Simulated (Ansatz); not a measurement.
**From F to Br: the atomisation energy (no zero-point term)**

One atom is swapped for its congeners: CH3AlF2O `C[O][Al]([F])[F]`; CH3AlClFO `C[O][Al]([F])[Cl]`; CH3AlBrFO `C[O][Al]([F])[Br]`. All are singlets with charge 0.

Shapes, held fixed at every level: PBE0-D4/def2-TZVP. Flexible molecules stand in one conformer, not always the lowest. Programs: Ansatz 0.2.0. Values in eV.

```json
{"level": "HF/def2-TZVPP", "CH3AlF2O": "25.15", "CH3AlClFO": "24.07", "CH3AlBrFO": "23.56"}
{"level": "r2SCAN-D4/def2-TZVPP", "CH3AlF2O": "34.13", "CH3AlClFO": "32.58", "CH3AlBrFO": "32.02"}
{"level": "B3LYP-D4/def2-TZVPP", "CH3AlF2O": "33.84", "CH3AlClFO": "32.17", "CH3AlBrFO": "31.60"}
{"level": "BHLYP-D4/def2-TZVPP", "CH3AlF2O": "32.64", "CH3AlClFO": "31.19", "CH3AlBrFO": "30.64"}
{"level": "wB97M-V/def2-TZVPP", "CH3AlF2O": "34.05", "CH3AlClFO": "32.48", "CH3AlBrFO": "31.82"}
{"level": "B2PLYP/def2-TZVPP", "CH3AlF2O": "33.78", "CH3AlClFO": "32.08", "CH3AlBrFO": "31.51"}
{"level": "CCSD(T)/def2-TZVPP", "CH3AlF2O": "33.30", "CH3AlClFO": "31.64", "CH3AlBrFO": "31.11"}
```

At CCSD(T)/def2-TZVPP the atomisation energy falls at every step, from 33.30 to 31.11 eV. Every level shows the same order. Relativity is left out for Br unless named. Correlated rows may include outer-core shells of Br, which these sets cover unevenly. Spin-orbit coupling, which grows down the group, is left out (summed over each molecule's free atoms 0.06, 0.08, 0.19 eV).

The atomisation energy falls from fluoride to bromide, with the larger drop between fluorine and chlorine at every level. Removing the varied halogen leaves the same CH3OAlF fragment in each case, so the differences directly track the relative Al–X bond energies. Fluorine's compact valence shell and high electronegativity give a short, strongly polar bond to the hard aluminium centre, with a large electrostatic contribution. Chlorine and bromine are larger and less electronegative, and they resemble each other more closely, which explains the smaller second step.

Hartree–Fock recovers the order but binds far too weakly, because electron pairs formed on bonding bring correlation energy that the separated atoms lack. It also compresses the fluorine-to-chlorine step, which suggests that correlation favours the fluoride most. The higher values from most of the density functionals need not all be overbinding, since CCSD(T) in a triple-zeta basis probably still falls short of its basis-set limit. The totals alone do not establish the absolute strength of any Al–X bond.
